Q: I have a boron-centred radical, HB–C(CH₃)=CHF, as it might occur as a fragment of a precursor for boron-containing films. If it loses an electron to a surface, which atoms pay for it?

A: The column fukui minus answers that. It gives the electron density that each atom loses when one electron is removed with the nuclei held still. The column fukui plus gives the density that each atom gains when one electron is added.

Hirshfeld-condensed Fukui functions of the gas-phase radical HB–C(CH₃)=CHF (neutral, doublet), calculated with PySCF 2.14.0 at the PBE/aug-cc-pVDZ level. Electron removal and attachment are vertical, at the GFN2-xTB geometry of the neutral radical, and both ions are singlets.

```
row  fukui minus (e)  computed element  fukui plus (e)
  1            0.313                 B           0.356
  2            0.073                 C           0.062
  3            0.036                 C           0.040
  4            0.191                 C           0.154
  5            0.109                 F           0.066
  6            0.091                 H           0.131
  7            0.038                 H           0.038
  8            0.038                 H           0.038
  9            0.033                 H           0.040
 10            0.078                 H           0.076
```

Boron (row 1) pays most, 0.313 of an electron. Second comes the carbon that carries fluorine (row 4) with 0.191. The carbon between them (row 2) gives only 0.073, although it is bonded to both.

Q: Why should the loss skip the atom in the middle?

A: That is the pattern expected of an allyl-like π orbital, with the unpaired electron spread over boron and the two carbons of the double bond. Let c₁, c₂ and c₄ be its amplitudes on the atoms of rows 1, 2 and 4, and give the three sites the same energy. Let β₁ be the coupling between boron and the middle carbon, and β₂ that within the C=C bond. The nonbonding orbital then obeys

β₁ c₂ = 0
β₁ c₁ + β₂ c₄ = 0

The first line empties the middle atom. With equal couplings the second gives c₄ = −c₁, so the weights are ½, 0 and ½. Nothing is fitted here.

Q: How well does that do?

A: It gets the pattern right and the balance only roughly. Of the loss carried by these three atoms, boron has 0.54, the middle carbon 0.13 and the far carbon 0.33, as the printed analysis below shows.

The same equations suggest why boron leads. They give c₁²/c₄² = (β₂/β₁)², so the end that is more weakly coupled to the middle keeps more of the electron. A boron–carbon π coupling is weaker than that inside a C=C bond, which favours boron. In the unsubstituted allyl radical, which has a CH₂ group at each end and no fluorine, symmetry makes the two ends equal.

The middle atom's share has several possible sources: unequal site energies, the response of the other electrons, and the way density is divided among atoms. The orbital itself is inferred from the pattern. An unpaired electron in boron's in-plane p orbital, with the π electrons shifting after its removal, might look similar.

Q: Could I have guessed the site from the atomic charges? The most negative atom ought to give up an electron most easily.

A: Here that guess fails. The most negative atom of the neutral radical is the middle carbon, at −0.131 e, and it gives up little. Boron is the most positive, at +0.15 e, and gives up most. A charge counts all the electrons around an atom, whereas the response depends mainly on where the most loosely held one resides.

Q: Fluorine is strongly electronegative, yet it loses 0.109. What would change if I replaced it with hydrogen?

A: Fluorine has a lone pair perpendicular to the molecular plane, which can mix into the π orbital. If the electron leaves from that orbital, part of it sits on fluorine and is lost with the rest. Hydrogen has no such lone pair, so its share should be smaller, though not zero: the hydrogen already on that carbon (row 10) loses 0.078. Some of fluorine's value may likewise come from the response of the other electrons and from the way density is divided. Because the column must add up to one electron, the other atoms would then carry more, probably the neighbouring carbon first; that last step is a guess.

Q: The hydrogen on boron also shows a sizeable value. Is it a reactive site?

A: The value doesn't establish that. This hydrogen (row 6) lies in the molecular plane, where a π orbital has its node. The Hirshfeld scheme, however, shares out the density at every point in space according to the free atoms nearby, so the hydrogen can be credited with the tail of boron's p orbital above and below the plane. It is safer to read B and H as one unit, which loses 0.404 of an electron on removal.

Q: If the electron leaves and arrives through the same orbital, why do the two columns differ?

A: With one frozen orbital they would be identical. In fact about 0.09 of an electron is placed differently. On attachment the BH unit rises to 0.487, while the CHF end falls from 0.378 to 0.296.

Part of the reason is that the other electrons rearrange. The density of a single orbital is nowhere negative, but both calculated density differences have negative regions, which add up to 0.165 e on removal and 0.113 e on attachment. They don't appear in the table because they cancel within each atom's share. Relaxation is therefore real and of the same order as the difference between the columns. It need not be the whole cause, since the added electron may also enter a different orbital.

Q: Which of these numbers would you rely on when I think about a surface?

A: I would rely on the order boron first, fluorine-bearing carbon second, and more firmly for removal than for attachment. The small differences among the methyl hydrogens should not be ranked. For a precursor fragment, the table points to boron as the single atom that exchanges most charge. Taken as groups, the BH and CHF ends lose nearly equal amounts on removal, 0.404 and 0.378. The calculation treats one conformer of the isolated molecule, with no surface present, so it doesn't tell you which bond breaks or how the film grows.

Attachment is weaker ground because the extra electron is hardly bound in the singlet anion that was calculated. The calculated electron affinity is 0.006 eV, which is zero for practical purposes, and the anion's highest occupied level lies above zero. Such levels come out too high with this kind of functional, because an electron partly repels itself. The neutral radical shows the same fault: its highest occupied level is 3.07 eV shallower than the ionisation energy obtained from total energies. With a level above zero, a more flexible basis could let part of the added electron drift away, and fukui plus would change.

The anion's spin leaves a deeper question open. Both ions were calculated as singlets, with all electrons paired. At the nearly linear boron, whose bond angle is 177° in this tight-binding geometry, two p orbitals lie close in energy, and two electrons may prefer to occupy one each with parallel spins. If the neutral radical's unpaired electron is in the π orbital, the added one would then enter boron's in-plane p orbital, and still more of the added charge would probably sit on boron. Whether it lies below the singlet decides whether fukui plus describes the ground state of the anion or an excited one.

The analysis program printed:

```
Response and Hirshfeld charge by atom in e:
  row  attachment minus removal  neutral charge  cation charge  anion charge
    1                     0.043            0.15          0.463        -0.206
    2                    -0.011          -0.131         -0.058        -0.193
    3                     0.004          -0.097         -0.061        -0.137
    4                    -0.037           0.012          0.203        -0.142
    5                    -0.043          -0.097          0.012        -0.163
    6                      0.04          -0.024          0.067        -0.155
    7                         0           0.048          0.086          0.01
    8                         0           0.048          0.086          0.01
    9                     0.007           0.046          0.079         0.006
   10                    -0.002           0.045          0.123        -0.031
Sum of all removal values (e): 1
Sum of all attachment values (e): 1.001
Boron over C4 on removal (ratio): 1.639
Boron over C4 on attachment (ratio): 2.312
Boron over C2 on removal (ratio): 4.288
BH group on removal (e): 0.404
BH group on attachment (e): 0.487
CHF group on removal (e): 0.378
CHF group on attachment (e): 0.296
Methyl group on removal (e): 0.145
Methyl group on attachment (e): 0.156
Weight placed differently in the two columns (e): 0.0935
Removal shares of B and C2 and C4 within these three (equal-site allyl gives 0.5 and 0 and 0.5): 0.5425, 0.1265, 0.331
Attachment shares of B and C2 and C4 within these three: 0.6224, 0.1084, 0.2692
All five plus one hydrogens together on removal (e): 0.278
B-C2 distance (angstrom): 1.443
C2-C4 distance (angstrom): 1.37
C2-B-H6 angle (degrees): 177
Ionisation energy minus depth of neutral highest occupied level (eV): 3.07
Negative part of the density difference on removal and on attachment (e): 0.165, 0.113
```
